## The rule

In this Dirac-Fock calculation of manganese the K alpha line moves up by about 27 eV for the first spectator hole in 2p, and each later hole adds about 1 eV more than the one before. A second hole in 1s adds 262 eV and makes every 2p hole worth about 1.2 eV more. In one line,

$$\Delta E(n,k) = 27\,n + \frac{n(n-1)}{2} + k\,(262 + 1.2\,n)\ \text{eV},$$

where $n$ is the number of spectator holes in 2p, and $k$ is 0 for a satellite and 1 for a hypersatellite. The formula meets every entry of this Dirac-Fock table to 0.4 eV or better.

Radial Dirac-Fock and Kohn-Sham solver 2, Dirac-Fock ΔSCF with configuration averages, Breit and QED terms, no correlation; free Mn atom, [Ar] 3d6 4s1, Fermi nucleus of rms radius 3.7057 fm. K alpha shifts are averaged over the 2p shell and measured from the line without spectator holes. The spectator holes counted are in 2p; a hypersatellite has one more hole in 1s.

```csv
spectator holes,satellite shift (eV),hypersatellite shift (eV)
0,0,262.4
1,26.95,290.5
2,54.88,319.6
3,83.83,349.7
4,113.8,381.0
5,145.0,413.3
```

A satellite starts with one 1s hole and $n$ 2p holes and ends with $n+1$ holes in 2p. A hypersatellite carries one more 1s hole throughout. Both columns are measured from the ordinary K alpha centroid, 5894.1 eV in this calculation, so the 262.4 eV at $n=0$ is the effect of the second 1s hole alone.

## Why a missing electron raises the line

The photon energy is the binding of 1s less the binding of 2p. The electron that jumps is repelled by every other electron, first in 2p and then in 1s. With a spectator gone both levels deepen, each by the repulsion it no longer feels, and the line moves by the difference. This is ordinary loss of screening, and first-order perturbation theory gives it in terms of averaged pair energies $E(i,j)$:

$$a = E(1s,2p) - E(2p,2p), \qquad c = E(1s,1s) - E(1s,2p).$$

Here $a$ is the shift for a 2p spectator and $c$ for a 1s spectator. In Slater integrals the configuration averages are $E(1s,2p) = F^0 - G^1/6$, $E(2p,2p) = F^0 - 2F^2/25$ and $E(1s,1s) = F^0$, where $F^0$ is the spherical direct repulsion, $F^2$ its quadrupole part and $G^1$ the exchange integral.

For hydrogenic orbitals of a common charge $Z_{\rm eff}$ each integral is proportional to that charge. Two 1s electrons repel by $5/8$ hartree per unit charge. A 2p electron lies mostly outside 1s, so the 1s-2p pair gives a little under the mean $1/r$ of 2p, which is $1/4$: about 0.23. Two 2p electrons give about 0.17. The differences are 0.06 and 0.39 hartree, or more exactly

$$a \approx 1.62\ \text{eV}\times Z_{\rm eff}, \qquad c \approx 10.6\ \text{eV}\times Z_{\rm eff}.$$

The 2p shift is small because it is the difference of two similar repulsions. The general lesson is that a spectator moves a line only as far as its potential differs between the two orbitals of the transition. The same calculation bears this out. A 1s spectator moves K alpha by about 262 eV and a 2p spectator by 24 to 29 eV, while a 3p spectator moves it by only 1.8 to 4.6 eV, depending on the subshells, and by a little over 3 eV on average, since a 3p cloud lies mostly outside both orbitals and its potential is nearly flat there.

## Why the steps grow

With frozen orbitals the pair energies are constants, so the shift would be exactly $an + ck$. The table departs from this: the satellite steps rise from 26.95 eV to about 31 eV, and every hypersatellite step exceeds the satellite step between the same rows. Both features must come from the orbitals changing as electrons are removed. Two changes act in the same direction. Each hole contracts the remaining 2p orbitals and raises the pair energies, but $E(1s,2p)$ and $E(2p,2p)$ rise together, so their difference gains only a little. The larger part of the growth along a column comes from relaxation: the other electrons move inward and give back part of the lost screening, and each hole leaves one L electron fewer to do so.

If each 2p hole raises the step by the same amount $b$, the steps are $a,\ a+b,\ a+2b,\dots$ and their sum is $an + b\,n(n-1)/2$. The factor $n(n-1)/2$ counts pairs of spectator holes. The extra 1s hole pairs with each of the $n$ holes in 2p and contributes $d\,n$. The full form is $an + b\,n(n-1)/2 + k(c + dn)$. A least-squares fit to all twelve entries gives $a = 26.9$, $b = 1.05$, $c = 262.4$ and $d = 1.18$ eV, and the rule is this fit rounded. The constants $a$ and $b$ trade against each other to some degree, so their last digits carry no physics.

## Two rows worked

For $n=2$ there are two holes and one pair. The satellite shift is $27\times 2 + 1 = 55$ eV against 54.88 eV in the table. The hypersatellite adds $262 + 1.2\times 2 = 264.4$ eV, for $55 + 264.4 = 319.4$ eV against 319.6 eV. The satellite line itself falls at $5894.1 + 55 = 5949.1$ eV.

For $n=5$ there are ten pairs. The satellite shift is $135 + 10 = 145$ eV against 145.0 eV. The hypersatellite adds $262 + 6 = 268$ eV and gives 413 eV against 413.3 eV. The exact hit on the satellite is luck, because rounding $a$ up and $b$ down happens to cancel at this row.

Both rows were part of the fit. A fairer trial takes $a$ from the row $n=1$ and $b$ from the row $n=2$, where $54.88 - 2\times 26.95 = 0.98$ eV, and predicts the rest. At $n=5$ this gives $5\times 26.95 + 10\times 0.98 = 144.55$ eV, which is 0.45 eV below the table. Two satellites are thus enough to place the last one to within half an eV.

## Accuracy, and what simpler rules miss

The largest absolute error of the rounded rule is 0.4 eV, at the hypersatellite with $n=0$, and it comes only from rounding 262.4 down. The largest error relative to the tabulated shift is 0.22 %, at the satellite with $n=2$. The errors of each row are in the printed output after this text.

What remains is a slight upward bend in the steps. In the extra digits that the calculation gives for the hypersatellites the second differences rise from 1.02 to 1.12 eV, well beyond rounding, so $b$ is an average of a slowly growing quantity. The satellites do the same, from 0.98 to 1.11 eV, which is also more than rounding can explain.

Dropping the pair term and multiplying the first shift by $n$ falls 10 eV short at $n=5$, or 7 % of the tabulated shift. Moseley's formula, $E = \tfrac38 Z_M^2$ hartree, does hardly better. The centroid fixes $Z_M = 24.03$, one unit of charge is then worth 490 eV, and the first satellite implies a gain $\delta = 0.055$ per hole. A fixed gain per hole yields a second difference of $\tfrac34\delta^2$ hartree, only 0.06 eV where the table has about 1 eV. The tiny $\delta$ is the net of two larger changes, one in each level, and a fixed gain of charge per hole has no place for a screening back that weakens as electrons are removed. Giving each level its own fixed gain does not cure this, since the 2p level enters the line with a minus sign.

## How far the constants follow from theory alone

With Slater's screening the 2p charge is $25 - 4.15 = 20.85$, and $a = 1.623\times 20.85 = 33.8$ eV, which is 26 % above the first satellite shift. For the 1s hole, the charge $25 - 0.30 = 24.70$ gives 262.6 eV, within 0.1 % of the table. That match is partly cancellation. When 1s and 2p get their own Slater charges, which is the more sensible choice, $c$ becomes 284.5 eV (8 % high) and $a$ becomes 36.6 eV (36 % high). The likely cause of the overshoot is relaxation: the remaining electrons move inward and restore part of the lost screening, which the ΔSCF calculation includes and the frozen estimate does not. The crudeness of the hydrogenic shapes is the smaller matter once each shell has its own charge. Relativity and the Breit term, present in the table and absent from the estimate, are of relative order $(Z\alpha)^2$, about 3 %, which is several eV on $c$ and one more ingredient of the accidental match.

Slater's 0.35 per 2p hole gives $b = 0.57$ eV, little more than half the fitted value, while 0.85 per 1s hole gives $d = 1.38$ eV, a little too much. Even that half is generous, since a common charge scales both pair energies alike. The loss of screening back has the right size for $b$: the frozen estimates overshoot $a$ by 7 to 10 eV, and with roughly half a dozen L electrons doing much of that work each one removed returns of the order of 1 eV. The hydrogenic picture therefore supplies signs, the form of the rule and rough sizes, while the constants themselves need a calculation.

## Neighbouring series

For a nearby element the argument says that $a$ and $c$ grow roughly in proportion to a screened charge, by something like 1 to 2 eV and 10 eV per unit of $Z$, while $b$ and $d$ depend on screening increments and should change little. One element cannot confirm this, and for heavy atoms relativity spoils the linear scaling.

For K beta the upper level is 3p, which lies farther out and loses less repulsion when an inner electron goes, so less cancels. The calculation gives 63 to 68 eV for the four combinations of line and 2p spectator subshell, more than twice the K alpha value, and for a 1s spectator a shift about a quarter larger than that of K alpha. The constants above belong to K alpha only.

## Where the rule stops

The series ends at $n=5$, where the last 2p electron makes the jump, so larger $n$ has no meaning.

The rule reproduces averages, not single lines. At $n=1$ the four combinations of line and spectator subshell run from 23.67 to 28.98 eV, a spread of 5.3 eV, and their mean weighted by electron pairs is 26.94 eV. These four are themselves averages over $J$, so multiplet structure comes on top. Weighting by line strength also moves the centroid: the dipole selection rules favour the singlet-coupled 1s-2p pairs, which lifts the satellite centroid about $nG^1/10$ above the difference of configuration averages. At $n=5$ only the $^1P$ term of 1s2p decays, and it lies $G^1/2$ above the average. With the hydrogenic $G^1 \approx 0.05\,Z_{\rm eff}$ hartree this is up to about 3 eV per hole, far more than the error of the rule against the table.

The hypersatellite at $n=0$ is the 1:2 mean of 261.2 eV (2p$_{1/2}$) and 263.0 eV (2p$_{3/2}$). In LS coupling the K alpha1 hypersatellite is forbidden and in light elements K alpha2 dominates, so this statistical mean is not the centroid of an observed spectrum; the centroid weighted by line strength lies about $G^1/2$ lower, more than 10 eV.

The atom was computed as 3d$^6$4s$^1$ averaged over the configuration, not in its ground configuration 3d$^5$4s$^2$. The small effect of a 3p hole suggests that this matters little for the shifts, but that is an inference. Correlation is absent. Where an experiment also strips M electrons, each 3p hole can be expected to add a shift of about 3 eV, averaged over subshells and over $J$, that the rule does not contain, several times its error against the table.

Numerical output:

```
rounding floor: 0.005 eV below 100 eV, 0.05 eV above; finer hyper 0.0005 eV
steps sat, table eV: 26.95 27.93 28.95 29.97 31.20 | hyper: 28.1 29.1 30.1 31.3 32.3
steps sat, finer eV: 26.95 27.93 28.95 30.02 31.13 | hyper: 28.07 29.09 30.15 31.25 32.36
2nd diff finer eV sat: 0.98 1.02 1.07 1.11 | hyper: 1.021 1.061 1.094 1.116
3rd diff finer eV sat (floor 0.04): 0.04 0.05 0.04 | hyper (0.004): 0.040 0.033 0.022
hyper - sat finer eV: 262.41 263.53 264.69 265.89 267.11 268.34 | steps: 1.12 1.16 1.20 1.23 1.23
fit a b c d eV: 26.891 1.052 262.401 1.180 | max resid 0.074 eV
rounded rule a b c d eV: 27.0 1.0 262.0 1.2
n | rule sat, err | rule hyper, err | sat err: linear, Moseley, rows 1-2 quadratic (eV)
0 | 0.0 +0.00 | 262.0 -0.40 | +0.00 +0.00 +0.00
1 | 27.0 +0.05 | 290.2 -0.30 | +0.00 +0.00 +0.00
2 | 55.0 +0.12 | 319.4 -0.20 | -0.98 -0.92 +0.00
3 | 84.0 +0.17 | 349.6 -0.10 | -2.98 -2.80 -0.04
4 | 114.0 +0.20 | 380.8 -0.20 | -6.00 -5.63 -0.12
5 | 145.0 +0.00 | 413.0 -0.30 | -10.25 -9.64 -0.45
worst rule row n=0 k=1: -0.40 eV; max rel err 0.22 %
worked n=2: a n=54, pairs=1, c+dn=264.4; lines rule 5949.1 6213.5, table 5949.0 6213.7 eV
worked n=5: a n=135, pairs=10, c+dn=268.0; lines rule 6039.1 6307.1, table 6039.1 6307.4 eV
linear miss at n=5: -7.1 %; b/a of fit 3.9 %
Moseley Zeff 24.03, eV per charge 490, loss per 2p hole 0.0549, 2nd diff 0.061 eV
hydrogenic eV per unit Zeff: 2p hole 1.623, 1s hole 10.632; Slater Z1 24.70, Z2 20.85
one charge: 2p 33.8 eV (+26 %), 1s 262.6 eV (+0.1 %)
two charges: 2p 36.6 eV (+36 %), 1s 284.5 eV (+8 %)
Slater b 0.57 vs fit 1.05 eV; Slater d 1.38 vs fit 1.18 eV
ratio 1s/2p spectator: table 9.7, two charges 7.8
pair-weighted row 1 26.94 vs 26.95 eV; spread 5.31 eV
1:2 hyper mean 262.41 vs 262.4 eV; K-L3 minus K-L2 1.81 eV
```
